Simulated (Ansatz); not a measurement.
**Ligand exchange: how K changes with temperature for BrF + SiH2(CH3)(OH) ⇌ HOF + SiH2(CH3)Br**

Species: BrF (bromine fluoride), singlet; SiH2(CH3)(OH), singlet; HOF (hypofluorous acid) `OF`, singlet; SiH2(CH3)Br, singlet. The partners trade Br for OH: F–Br and Si–OH bonds give way to F–OH and Si–Br.

The electronic reaction energy at CCSD(T)/def2-TZVPP is +165.8 kJ/mol. Shapes: PBE0-D4/def2-TZVP. Flexible molecules stand in one conformer, not always the lowest. Programs: Ansatz 0.2.0. Enthalpy and entropy come from rigid-rotor, harmonic-oscillator sums on unscaled PBE0-D4/def2-TZVP wavenumbers, ideal gases at 1 bar; R ln 2 is added for the mirror twin of the chiral shape of SiH2(CH3)(OH). Symmetry numbers: BrF 1, SiH2(CH3)(OH) 1, HOF 1, SiH2(CH3)Br 1. R = 8.3145 J/(mol K).

```
T (K)  ΔH (kJ/mol)  ΔS (J/(mol K))
  800       +163.6             0.0
 1100       +162.0            -1.7
 1400            ?               ?
```

Work out ln K at 800 and 1100 K, and from these estimate it at 1400 K.


1. 800 K: ΔG = +163.6 − 800 × (0.0)/1000 = +163.6 kJ/mol; ln K = −ΔG/RT = -24.60.
2. 1100 K: ΔG = +162.0 − 1100 × (-1.7)/1000 = +163.9 kJ/mol; ln K = −ΔG/RT = -17.92.
3. Slope against 1000/T: (-17.92 − (-24.60))/(0.9091 − 1.2500) = -19.59, that is −ΔH/R with ΔH near +163 kJ/mol.
4. 1400 K: ln K = -24.60 + (-19.59) × (0.7143 − 1.2500) = -14.11.

The full sums give ΔH = +160.5 kJ/mol, ΔS = -2.9 J/(mol K), ΔG = +164.6 kJ/mol and ln K = -14.14 at 1400 K, so the line is off by +0.03 in ln K; without rounding the miss is +0.04, from the change of ΔH with temperature. The reactants are favoured over this whole range. An error of 10 kJ/mol in the energy moves ln K by 0.9 at 1400 K. Soft modes are treated as harmonic, which can err either way at these temperatures; the lowest are those of SiH2(CH3)(OH) (168 cm⁻¹), SiH2(CH3)Br (166 cm⁻¹). Other conformers aren't counted. Relativity is left out for Br. Outer-core shells of Br are correlated, in sets that cover them unevenly.

The exchange is strongly uphill because both new bonds are poor replacements for the old ones. Silicon gives up a short, highly polar bond to oxygen for a longer, weaker one to bromine. Fluorine leaves the polar Br–F bond for oxygen, where the small electronegativity difference and the repulsion between lone pairs on two compact atoms make for a weak bond.

Heating raises K, as it must for an endothermic reaction, but only by shrinking the weight of ΔH/RT. With two molecules on each side, entropy offers almost no drive, and ΔG stays near +164.6 kJ/mol instead of falling. The slow decline of ΔH and ΔS probably reflects the replacement of linear BrF by bent HOF, which turns one vibration into a rotation and so lowers the heat capacity.

The preference for the reactants is secure for this exchange, but it doesn't make the mixture inert: the opposite pairing, with fluorine on silicon and OH on bromine, should be far more favourable given the strength of the Si–F bond.
